**One-electron ions from He+ to Ca19+: Hartree-Fock ionisation energies and their gap to the NIST values**

The table holds ionisation energies of 1s¹ ions from a B-spline radial code (non-relativistic Hartree-Fock, fixed point nucleus, basis limit) beside theoretical NIST values. The program checks that the computed IE equals $Z^2$ Ry and models the gap to NIST as the Dirac shift less nuclear recoil less a Lamb-type term with two constants fitted to the eight rows from C5+ to Ca19+; the Dirac shift alone and a power law serve as alternatives. The model fits the known gaps to 0.006 eV at worst, which is still well above the rounding of the NIST values. For the withheld rows it predicts −0.005013 ± 0.000041 eV (He+) and +0.02746 ± 0.00019 eV (Be3+), against −0.005006 and +0.027490 eV. Both alternatives give the wrong sign at He+ and overshoot at Be3+.

One-electron ions (1s¹) in non-relativistic Hartree-Fock, averaged over the configuration, with a point nucleus and no QED or recoil terms (B-spline radial code 1, basis-set limit). IE by ΔSCF is the difference of the self-consistent energies before and after ionisation, and the ion's configuration is the one left afterwards. NIST values run from ground level to ground level.

## The fit in Python

```python
# Table: IE of one-electron ions; B-spline radial code, non-relativistic Hartree-Fock, point fixed nucleus, and NIST values.
# Tested: IE = Z^2 Ry; NIST - Z^2 Ry = Dirac shift - recoil - Lamb-type remainder (fitted on known rows); rivals: Dirac only, power law.
T = {
    'ion': ['He+', 'Be3+', 'C5+', 'O7+', 'Ne9+', 'Al12+', 'P14+', 'Cl16+', 'Ar17+', 'Ca19+'],
    'Z': [2, 4, 6, 8, 10, 13, 15, 17, 18, 20],
    'charge': [1, 3, 5, 7, 9, 12, 14, 16, 17, 19],  # e
    'ion_cfg': ['bare nucleus', 'bare nucleus', 'bare nucleus', 'bare nucleus', 'bare nucleus', 'bare nucleus', 'bare nucleus', 'bare nucleus', 'bare nucleus', 'bare nucleus'],
    'ie': [54.4228, 217.691, 489.805, 870.764, 1360.57, 2299.36, 3061.28, 3932.05, 4408.24, 5442.28],  # eV
    'koopmans': [54.4228, 217.691, 489.805, 870.764, 1360.57, 2299.36, 3061.28, 3932.05, 4408.24, 5442.28],  # eV
    'diff': [0.0, 0.0, 0.0, 0.0, 0.0, 0.0, 0.0, 0.0, 0.0, 0.0],  # eV
    'tab': [54.417766, 217.71858, 489.99321, 871.40991, 1362.1993, 2304.1404, 3069.8421, 3946.2918, 4426.2241, 5469.8636],  # eV
    'tab_kind': ['theory', 'theory', 'theory', 'theory', 'theory', 'theory', 'theory', 'theory', 'theory', 'theory'],
    'unc': [1e-09, 1e-07, 2.2e-07, 1.2e-06, 4e-06, 1.2e-05, 1.4e-05, 7e-05, 4e-05, 6e-05],  # eV
}
HELD = [0, 1]  # rows withheld from the fit
import numpy as np
from scipy.constants import physical_constants as pc, alpha as a, pi
Ry = pc['Rydberg constant times hc in eV'][0]; Eh = 2*Ry
mc2 = pc['electron mass energy equivalent in MeV'][0]*1e6; me = pc['electron mass in u'][0]
Amap = {2:4, 4:9, 6:12, 8:16, 10:20, 13:27, 15:31, 17:35, 18:40, 20:40}  # mass number of commonest isotope (assumed); M ~ A u
ion = T['ion']; Z = np.array(T['Z'], float); A = np.array([Amap[int(z)] for z in Z], float)
ie, kp, df, tab = (np.array(T[c], float) for c in ('ie', 'koopmans', 'diff', 'tab'))
K = [i for i in range(len(Z)) if i not in HELD]
fl = lambda v, n: 0.5*10**(np.floor(np.log10(v)) - n + 1)   # rounding floor for n significant figures
za = a*Z; x = za**2; nr = Ry*Z**2; gap = tab - nr
dirac = mc2*(1 - np.sqrt(1 - x) - x/2); rec = nr*me/(A + me)
P = a/pi*x**2*mc2; L = np.log(1/x); rem = gap - dirac + rec; F = -rem/P
def fit(rows, form):
    B, off = {'lin': ([Z**0, za], 4/3*L), 'quad': ([Z**0, za, x], 4/3*L), 'log': ([Z**0, L], 0*L)}[form]
    B = np.array(B).T; c = np.linalg.lstsq(B[rows], (F - off)[rows], rcond=None)[0]
    return off + B@c, c
def predict(rows):
    f = {k: fit(rows, k)[0] for k in ('lin', 'quad', 'log')}
    spread = np.maximum(abs(f['quad'] - f['lin']), abs(f['log'] - f['lin']))
    return dirac - rec - P*f['lin'], P*spread + 0.002*rec + fl(nr, 8)
print('Known rows: ion, IE-Z^2Ry (eV), rounding floor (eV), diff (eV), gap=NIST-Z^2Ry (eV), gap/IE %')
for i in K: print(f'{ion[i]:6s} {ie[i]-nr[i]:+.4f} {fl(ie[i],6):.4f} {df[i]:.3f} {gap[i]:.4f} {100*gap[i]/nr[i]:.4f}')
pred, bar = predict(K); c = fit(K, 'lin')[1]
print('Parts (eV): ion, Dirac, -recoil, remainder, F, Dirac/gap, model-gap')
for i in K: print(f'{ion[i]:6s} {dirac[i]:+.4f} {-rec[i]:+.4f} {rem[i]:+.4f} {F[i]:.3f} {dirac[i]/gap[i]:.3f} {pred[i]-gap[i]:+.5f}')
w = max(K, key=lambda i: abs(pred[i] - gap[i]))
print(f'F=(4/3)ln(Za)^-2+c0+c1*Za: c0={c[0]:.2f} c1={c[1]:.2f}; worst {ion[w]} {pred[w]-gap[w]:+.5f} eV; NIST rounding {fl(tab[w],8):.0e} eV')
p, b = np.polyfit(np.log(Z[K]), np.log(gap[K]), 1); pw = np.exp(b)*Z**p
sl = lambda i, j: np.log(gap[j]/gap[i])/np.log(Z[j]/Z[i])
print(f'Power law: exponent {p:.3f}, worst rel. error {100*max(abs(pw[K]/gap[K]-1)):.1f} %')
print(f'Local exponent {ion[K[0]]}-{ion[K[1]]} {sl(K[0],K[1]):.2f}, {ion[K[-2]]}-{ion[K[-1]]} {sl(K[-2],K[-1]):.2f}')
for z, d in ((6, 0.03450688), (20, 4.260108)):   # first-order Darwin term, hartree, further output of the same runs
    print(f'Z={z}: Darwin {d*Eh:.3f} eV, quarter {d*Eh/4:.3f} eV, Z^4 a^2/8 {z**4*a*a/8*Eh:.3f} eV')
lam = pc['reduced Compton wavelength'][0]*1e15; R2 = 0.6*(1.2*A**(1/3))**2   # r0 = 1.2 fm, rough recalled value
fs = 2/3*x**2*mc2*R2/lam**2
print(f'Nuclear size, order of magnitude: {ion[K[0]]} {fs[K[0]]:.0e} eV, {ion[K[-1]]} {fs[K[-1]]:.0e} eV')
print(f'Leading Dirac = recoil for A=2Z at Z = {(2*me/a**2)**(1/3):.2f}')
bp, bb = predict(K[2:])
for i in K[:2]: print(f'Back-test from heavier rows {ion[i]}: gap {bp[i]:.5f} +- {bb[i]:.5f}, miss {bp[i]-gap[i]:+.5f} eV')
assert all(abs(ie[i] - nr[i]) <= 1.05*fl(ie[i], 6) for i in K)
assert all(0 < gap[i] < dirac[i] for i in K)
assert all(rem[i] < 0 for i in K)
assert 4.0 < p < 4.4
for i in HELD:
    print(f'--- withheld {ion[i]} (eV)')
    print(f'IE pred {nr[i]:.5f} +- {fl(nr[i],6):.5f}; computed {ie[i]}, miss {nr[i]-ie[i]:+.5f}; -eps {kp[i]}, diff {df[i]:.3f}')
    print(f'parts: Dirac {dirac[i]:+.6f}, recoil {-rec[i]:+.6f}, Lamb-type {pred[i]-dirac[i]+rec[i]:+.6f}')
    print(f'gap pred {pred[i]:+.6f} +- {bar[i]:.6f}; actual {gap[i]:+.6f}, miss {pred[i]-gap[i]:+.6f} ({abs(pred[i]-gap[i])/bar[i]:.2f} bars)')
    print(f'NIST pred {nr[i]+pred[i]:.6f}; table {tab[i]} ({T["tab_kind"][i]}, unc {T["unc"][i]}); F actual {F[i]:.2f}')
    print(f'rivals: Dirac only miss {dirac[i]-gap[i]:+.5f}; power law {pw[i]:+.5f}, miss {pw[i]-gap[i]:+.5f}')
```

Output:

```
Known rows: ion, IE-Z^2Ry (eV), rounding floor (eV), diff (eV), gap=NIST-Z^2Ry (eV), gap/IE %
C5+    +0.0000 0.0005 0.000 0.1883 0.0384
O7+    -0.0004 0.0005 0.000 0.6456 0.0741
Ne9+   +0.0007 0.0050 0.000 1.6300 0.1198
Al12+  -0.0021 0.0050 0.000 4.7783 0.2078
P14+   -0.0010 0.0050 0.000 8.5611 0.2797
Cl16+  +0.0047 0.0050 0.000 14.2465 0.3623
Ar17+  -0.0046 0.0050 0.000 17.9795 0.4079
Ca19+  +0.0028 0.0050 0.000 27.5864 0.5069
Parts (eV): ion, Dirac, -recoil, remainder, F, Dirac/gap, model-gap
C5+    +0.2350 -0.0224 -0.0243 5.576 1.248 -0.00005
O7+    +0.7432 -0.0299 -0.0678 4.916 1.151 +0.00001
Ne9+   +1.8161 -0.0373 -0.1488 4.422 1.114 +0.00022
Al12+  +5.1967 -0.0467 -0.3717 3.866 1.088 +0.00078
P14+   +9.2251 -0.0542 -0.6098 3.578 1.078 +0.00112
Cl16+  +15.2457 -0.0616 -0.9376 3.335 1.070 +0.00059
Ar17+  +19.1802 -0.0605 -1.1402 3.227 1.067 -0.00049
Ca19+  +29.2937 -0.0746 -1.6327 3.032 1.062 -0.00575
F=(4/3)ln(Za)^-2+c0+c1*Za: c0=-3.04 c1=6.51; worst Ca19+ -0.00575 eV; NIST rounding 5e-05 eV
Power law: exponent 4.131, worst rel. error 2.8 %
Local exponent C5+-O7+ 4.28, Ar17+-Ca19+ 4.06
Z=6: Darwin 0.939 eV, quarter 0.235 eV, Z^4 a^2/8 0.235 eV
Z=20: Darwin 115.923 eV, quarter 28.981 eV, Z^4 a^2/8 28.981 eV
Nuclear size, order of magnitude: C5+ 4e-05 eV, Ca19+ 1e-02 eV
Leading Dirac = recoil for A=2Z at Z = 2.74
Back-test from heavier rows C5+: gap 0.18813 +- 0.00080, miss -0.00013 eV
Back-test from heavier rows O7+: gap 0.64536 +- 0.00110, miss -0.00019 eV
--- withheld He+ (eV)
IE pred 54.42277 +- 0.00005; computed 54.4228, miss -0.00003; -eps 54.4228, diff 0.000
parts: Dirac +0.002898, recoil -0.007463, Lamb-type -0.000448
gap pred -0.005013 +- 0.000041; actual -0.005006, miss -0.000006 (0.15 bars)
NIST pred 54.417760; table 54.417766 (theory, unc 1e-09); F actual 8.21
rivals: Dirac only miss +0.00790; power law +0.00207, miss +0.00708
--- withheld Be3+ (eV)
IE pred 217.69109 +- 0.00050; computed 217.691, miss +0.00009; -eps 217.691, diff 0.000
parts: Dirac +0.046389, recoil -0.013268, Lamb-type -0.005664
gap pred +0.027457 +- 0.000190; actual +0.027490, miss -0.000033 (0.18 bars)
NIST pred 217.718547; table 217.71858 (theory, unc 1e-07); F actual 6.53
rivals: Dirac only miss +0.01890; power law +0.03627, miss +0.00878
```
